Powder magnetic susceptibility of a single Ho³⁺ ion (4f10) by Van Vleck's formula, computed with radial Dirac CI 1: Dirac-Coulomb-Breit CI in one configuration, with KLI orbitals, model QED and valence Slater integrals scaled by 0.75. The parametric D3d crystal field has Wybourne parameters (cm⁻¹) B20 −80, B40 −360, B43 −1470, B60 90, B63 300 and B66 10.

## Program and output

```python
# Table: powder chi*T (cm3 K/mol) against T for Ho3+ 4f10 in a D3d parametric crystal field (radial Dirac CI,
# Dirac-Coulomb-Breit, Slater integrals x0.75). Tested: Curie-Weiss / spin-only / J=7 rivals against a J=8 crystal-field model.
T = {
    'temperature': [2, 5, 10, 20, 50, 100, 200, 300],  # K
    'chi_times_temperature': [3.223, 6.989, 9.509, 11.32, 12.66, 13.25, 13.63, 13.75],  # cm3 K/mol
}
import numpy as np
from scipy import constants as c
from scipy.optimize import least_squares
from sympy.physics.quantum.cg import CG
t = np.array(T['temperature'], float); y = np.array(T['chi_times_temperature'], float)
floor = np.where(y < 10, 0.0005, 0.005)
muB = c.physical_constants['Bohr magneton'][0]; ge = abs(c.physical_constants['electron g factor'][0])
c0 = c.N_A*muB**2/(3*c.k)*c.mu_0/(4*np.pi)*1e6; K = 100*c.h*c.c/c.k   # cm3 K/mol; K per cm-1
# further output of the same calculation: J=8 levels (cm-1, degeneracy), effective S and L, first J=7 level
lev = [(0,1),(9.6616,2),(35.375,2),(52.236,1),(164.23,1),(177.37,2),(191.71,2),(247.72,1),(269.08,2),(307.55,2),(324.66,1)]
Er = np.array([e for e, d in lev for _ in range(d)], float); S, L, E7 = 1.9311, 6.0937, 5195.879
J = 8; X = J*(J+1); M = list(range(J, -J-1, -1))
gf = lambda s, l: 1+(ge-1)*(X+s*(s+1)-l*(l+1))/(2*X)
g0, g = gf(2, 6), gf(S, L); C0, C = c0*g0**2*X, c0*g**2*X
cg = lambda *a: float(CG(*a).doit())
def Cm(k, q):   # C^k_q within J=8, normalised on the stretched state (minority-spin m = 3,2,1)
    ref = sum(cg(3,m,k,0,3,m) for m in (3,2,1))*cg(3,0,k,0,3,0)/cg(J,J,k,0,J,J)
    return np.array([[ref*cg(J,b,k,q,J,a) if a == b+q else 0.0 for b in M] for a in M])
H24 = -80*Cm(2,0)-360*Cm(4,0)-1470*(Cm(4,-3)-Cm(4,3))   # field of the caption, cm-1
H6 = 90*Cm(6,0)+300*(Cm(6,-3)-Cm(6,3))+10*(Cm(6,-6)+Cm(6,6))
Jp = np.diag([np.sqrt(X-m*(m+1)) for m in M[1:]], 1); Jz = np.diag(np.array(M, float))
def solve(s):
    E, V = np.linalg.eigh(s[0]*H24+s[1]*H6); P = V.T@Jp@V
    return E-E[0], (V.T@Jz@V)**2+(P**2+P.T**2)/2
def chiT(E, W, Cc, tt):   # returns Curie part, Van Vleck part
    x = E*K/tt; p = np.exp(-x); p /= p.sum(); d = x[None, :]-x[:, None]; dg = abs(E[None, :]-E[:, None]) < 1e-4
    return Cc/X*(W*p[:, None])[dg].sum(), Cc/X*(W*(p[:, None]-p[None, :])/np.where(dg, 1, d))[~dg].sum()
E0, W0 = solve([1, 1]); s = least_squares(lambda s: solve(s)[0]-Er, [0.9, 0.9]).x; E1, W1 = solve(s)
print(f"g, C(cm3K/mol): pure 5I8 {g0:.4f} {C0:.3f}; from run S,L {g:.4f} {C:.3f} ({100*(C/C0-1):+.1f}%); spin-only S=2 chiT {c0*ge**2*6:.3f}")
print(f"first gap {Er[1]*K:.1f} K, J=8 span {Er[-1]*K:.0f} K, J=7 onset {E7*K:.0f} K, Boltzmann factor at 300 K {np.exp(-E7*K/300):.0e}")
tip = 3*c0*102/(6*17)/((E7-Er.mean())*K)   # LS estimate, F(J=8)=102; order of magnitude only
print(f"J=7 mixing estimate: chi {tip:.0e} cm3/mol, adds {tip*300:.3f} to chiT at 300 K")
print(f"level scales fitted to run levels: rank2/4 {s[0]:.3f}, rank6 {s[1]:.3f}")
for n, E in (("run ", Er), ("LS  ", E0), ("fit ", E1)): print("levels cm-1", n, " ".join(f"{e:.0f}" for e in E))
print(f"first gap cm-1: run {Er[1]:.2f} LS {E0[1]:.2f} fit {E1[1]:.2f}; rms level error LS {np.sqrt(np.mean((E0-Er)**2)):.1f} fit {np.sqrt(np.mean((E1-Er)**2)):.1f}")
print("degeneracy order of fit equals run:", bool(np.all((np.diff(E1) < 1e-4) == (np.diff(Er) < 1e-4))))
h = t >= 50; sl, ic = np.polyfit(t[h], (t/y)[h], 1); A = (1/sl, -ic/sl)
cw = lambda p: p[0]*t/(t-p[1]); B = least_squares(lambda p: cw(p)-y, [14, -5]).x
print(f"Curie-Weiss: 1/chi line T>=50 K C {A[0]:.2f} theta {A[1]:.1f} K; all-row chiT fit C {B[0]:.2f} theta {B[1]:.1f} K")
mods = {'CW>=50': cw(A), 'CWall': cw(B), 'CF-LS': [sum(chiT(E0, W0, C0, x)) for x in t],
        'CF-fit': [sum(chiT(E1, W1, C, x)) for x in t], 'CF-runE': [sum(chiT(Er, W1, C, x)) for x in t]}
R = {k: np.array(v)-y for k, v in mods.items()}
print("T/K chiT chi rounding | model-table in cm3K/mol:", *R)
for i in range(len(t)): print(f"{t[i]:.0f} {y[i]:.3f} {y[i]/t[i]:.4f} {floor[i]:.4f} |", " ".join(f"{r[i]:+.3f}" for r in R.values()))
for k, r in R.items():
    i = np.argmax(abs(r/y)); print(f"{k}: rms {np.sqrt(np.mean(r**2)):.3f}, worst {100*r[i]/y[i]:+.1f}% at {t[i]:.0f} K")
ls = np.diff(t/y)/np.diff(t)
print("pairwise CW C:", " ".join(f"{v:.1f}" for v in 1/ls))
print("pairwise CW theta/K:", " ".join(f"{v:.1f}" for v in t[:-1]-(t/y)[:-1]/ls))
for n, lim in (("C run S,L", C+0*t), ("C+J=7 term", C+tip*t), ("C pure 5I8", C0+0*t)):
    d = lim-y; ex = -np.diff(np.log(d))/np.diff(np.log(t)); err = (floor[-1]/d[-1]+floor[-2]/d[-2])/np.log(1.5)
    print(f"{n}: deficits 100,200,300 K {d[-3]:.3f} {d[-2]:.3f} {d[-1]:.3f}; exponents {ex[-2]:.2f} {ex[-1]:.2f} (+-{err:.2f})")
a = (W1*(E1[None, :]-E1[:, None])**2).sum()*K**2/(12*17*X)
print(f"1/T^2 coefficient a (fit model) {a:.0f} K2: C*a/T^2 = {C*a/1e4:.3f}, {C*a/4e4:.3f}, {C*a/9e4:.3f} at 100, 200, 300 K")
print("Curie share % (CF-runE):", " ".join(f"{100*chiT(Er, W1, C, x)[0]/sum(chiT(Er, W1, C, x)):.0f}" for x in t))
print(f"ground |J|^2 of 72 (model): first E {W1[0,1:3].sum():.1f}, second E {W1[0,3:5].sum():.1f}, level at 52 {W1[0,5]:.1f}, rest {W1[0,6:].sum():.1f}")
print(f"chi(T->0) cm3/mol: model {2*C/X*(W1[0,1:]/(Er[1:]*K)).sum():.3f}, bound 2C/gap {2*C/(Er[1]*K):.3f}, table 2 K {y[0]/t[0]:.3f}")
r25 = (y[0]/t[0])/(y[1]/t[1])
print(f"chi(2K)/chi(5K): table {r25:.3f}, Curie 2.5, CW>=50 {(5-A[1])/(2-A[1]):.3f}; chiT/C % 2 K {100*y[0]/C:.1f}, 300 K {100*y[-1]/C:.1f}")
assert np.all(np.diff(y) > 0) and np.all(y < C)
assert 1 < r25 < 1.3
assert A[1] < 0 and np.max(abs(R['CWall'])/floor) > 20
```

Running it gives:

```
g, C(cm3K/mol): pure 5I8 1.2506 14.081; from run S,L 1.2397 13.837 (-1.7%); spin-only S=2 chiT 3.008
first gap 13.9 K, J=8 span 467 K, J=7 onset 7476 K, Boltzmann factor at 300 K 2e-11
J=7 mixing estimate: chi 5e-05 cm3/mol, adds 0.016 to chiT at 300 K
level scales fitted to run levels: rank2/4 0.896, rank6 0.903
levels cm-1 run  0 10 10 35 35 52 164 177 177 192 192 248 269 269 308 308 325
levels cm-1 LS   0 11 11 39 39 57 185 198 198 215 215 275 300 300 343 343 361
levels cm-1 fit  0 9 9 35 35 52 166 178 178 192 192 247 269 269 307 307 324
first gap cm-1: run 9.66 LS 10.56 fit 9.44; rms level error LS 22.8 fit 0.7
degeneracy order of fit equals run: True
Curie-Weiss: 1/chi line T>=50 K C 14.00 theta -5.4 K; all-row chiT fit C 14.05 theta -5.3 K
T/K chiT chi rounding | model-table in cm3K/mol: CW>=50 CWall CF-LS CF-fit CF-runE
2 3.223 1.6115 0.0005 | +0.541 +0.642 -0.232 +0.059 -0.014
5 6.989 1.3978 0.0005 | -0.284 -0.149 -0.301 +0.063 -0.029
10 9.509 0.9509 0.0005 | -0.442 -0.308 -0.157 +0.017 -0.033
20 11.320 0.5660 0.0050 | -0.315 -0.200 -0.039 -0.001 -0.026
50 12.660 0.2532 0.0050 | -0.035 +0.051 +0.094 -0.021 -0.024
100 13.250 0.1325 0.0050 | +0.026 +0.098 +0.129 -0.023 -0.021
200 13.630 0.0682 0.0050 | -0.002 +0.060 +0.184 -0.012 -0.012
300 13.750 0.0458 0.0050 | -0.001 +0.058 +0.200 -0.019 -0.019
CW>=50: rms 0.289, worst +16.8% at 2 K
CWall: rms 0.271, worst +19.9% at 2 K
CF-LS: rms 0.184, worst -7.2% at 2 K
CF-fit: rms 0.034, worst +1.8% at 2 K
CF-runE: rms 0.023, worst -0.4% at 2 K
pairwise CW C: 31.6 14.9 14.0 13.7 13.9 14.0 14.0
pairwise CW theta/K: -17.6 -5.6 -4.7 -4.3 -4.9 -5.9 -5.4
C run S,L: deficits 100,200,300 K 0.587 0.207 0.087; exponents 1.51 2.14 (+-0.20)
C+J=7 term: deficits 100,200,300 K 0.592 0.217 0.102; exponents 1.45 1.86 (+-0.18)
C pure 5I8: deficits 100,200,300 K 0.831 0.451 0.331; exponents 0.88 0.76 (+-0.06)
1/T^2 coefficient a (fit model) 721 K2: C*a/T^2 = 0.997, 0.249, 0.111 at 100, 200, 300 K
Curie share % (CF-runE): 0 0 0 0 0 4 10 13
ground |J|^2 of 72 (model): first E 55.4, second E 1.3, level at 52 12.6, rest 2.7
chi(T->0) cm3/mol: model 1.608, bound 2C/gap 1.991, table 2 K 1.611
chi(2K)/chi(5K): table 1.153, Curie 2.5, CW>=50 1.403; chiT/C % 2 K 23.3, 300 K 99.4
```
